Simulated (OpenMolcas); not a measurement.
A ladder of methods for BGeNH6 (SMILES B[NH][GeH3])

BGeNH6 has 9 atoms, charge 0, and is taken as a singlet. SMILES: `B[NH][GeH3]`. Geometry: relaxed at PBE0-D4/def2-TZVP.

```xyz
9

B    -0.8740    0.6295   -1.1629
N    -0.0233    0.6871   -0.0627
Ge    0.6652   -0.7614    0.8666
H    -1.2179   -0.4407   -1.5810
H    -1.2491    1.6470   -1.6748
H     0.2539    1.5984    0.2725
H     2.2016   -0.7148    0.8049
H     0.1149   -2.0152    0.1846
H     0.2173   -0.6760    2.3357
```

Quantity: the energy change with the B1–H5 bond stretched from 1.199 to 1.799 Å, in eV. The values are calculated.

| level | kind | program | value (eV) |
| --- | --- | --- | --- |
| HF/6-31G* (spherical functions) (restricted) | Hartree–Fock | OpenMolcas | 1.97 |
| BLYP/6-31G* (spherical functions) (restricted) | GGA | OpenMolcas | 1.67 |
| revPBE/6-31G* (spherical functions) (restricted) | GGA | OpenMolcas | 1.64 |
| M06-L/6-31G* (spherical functions) (restricted) | meta-GGA | OpenMolcas | 1.80 |
| r2SCAN/6-31G* (spherical functions) (restricted) | meta-GGA | OpenMolcas | 1.75 |
| B3LYP/6-31G* (spherical functions) (restricted) | global hybrid | OpenMolcas | 1.79 |
| BHLYP/6-31G* (spherical functions) (restricted) | global hybrid | OpenMolcas | 1.93 |
| PBE0/6-31G* (spherical functions) (restricted) | global hybrid | OpenMolcas | 1.79 |

All-electron rows without a relativistic Hamiltonian named are non-relativistic. The first shape isn't each level's own minimum. The values span 1.64 to 1.97 eV.

Stretching the B1–H5 bond costs between 1.64 eV (revPBE) and 1.97 eV (Hartree–Fock), so all levels describe a strong, essentially covalent B–H σ bond. As the boron hybrid and hydrogen 1s orbitals lose overlap, the σ and σ* levels approach each other and left-right correlation becomes more important. A single closed-shell determinant retains too much ionic character in this region, which probably explains why the cost rises with the share of exact exchange from BLYP (1.67 eV) through B3LYP (1.79 eV) to BHLYP (1.93 eV), with Hartree–Fock higher still.

Exact exchange isn't the only influence, however: M06-L contains none, yet at 1.80 eV it lies marginally above B3LYP and PBE0, and r2SCAN also exceeds both GGAs. The agreement between the two hybrids at 1.79 eV therefore doesn't establish that value as the most accurate. Since the stretched bond is still well short of separated fragments, these energies give the cost of a finite displacement and not the B–H dissociation energy.
